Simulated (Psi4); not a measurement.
**How methods differ on CH5O2Sc (SMILES [CH3][Sc]([OH])[OH])**

CH5O2Sc: 9 atoms, total charge 0, spin state singlet. SMILES: `[CH3][Sc]([OH])[OH]`. Geometry: optimised at PBE0/def2-TZVP. This is one conformer, not always the lowest.

Each level gives the HOMO–LUMO gap (eV). The values are calculated.

```csv
level,kind,program,value (eV),CPU time
PBE-D4/def2-TZVPP (density fitting),GGA,Psi4,2.82,44 s
r2SCAN-D4/def2-TZVPP (density fitting),meta-GGA,Psi4,3.42,2.6 min
B3LYP-D4/def2-TZVPP (density fitting),global hybrid,Psi4,4.47,55 s
PBE0-D4/def2-TZVPP (density fitting),global hybrid,Psi4,5.11,42 s
wB97M-V/def2-TZVPP (density fitting),range-separated hybrid,Psi4,8.93,3.2 min
```

The values span 2.82 to 8.93 eV. Orbital gaps aren't excitation energies; they tend to grow with the share of exact exchange. CPU times are rough (shared hosts, several kinds of processor and program).

All five functionals leave a clear gap between filled and empty orbitals, but its size depends strongly on the functional. The step from PBE0 (5.11 eV) to wB97M-V (8.93 eV) exceeds the whole spread among the other four. This probably reflects the full long-range exchange in wB97M-V, which brings the orbital gap closer to the difference between ionisation energy and electron affinity. Exact exchange is not the only influence, since r2SCAN already opens the gap relative to PBE without any.

A sizeable gap fits the bonding expected for formally trivalent scandium, which has an empty 3d shell. The HOMO is probably the polarised Sc–C σ bond, because carbon is less electronegative than oxygen and holds its electrons less tightly than the hydroxide lone pairs. The LUMO is probably mainly Sc 3d, so the lowest excitations would have ligand-to-metal charge-transfer character. The gaps are consistent with a closed-shell molecule, but without a triplet energy they do not establish the singlet as the ground state.
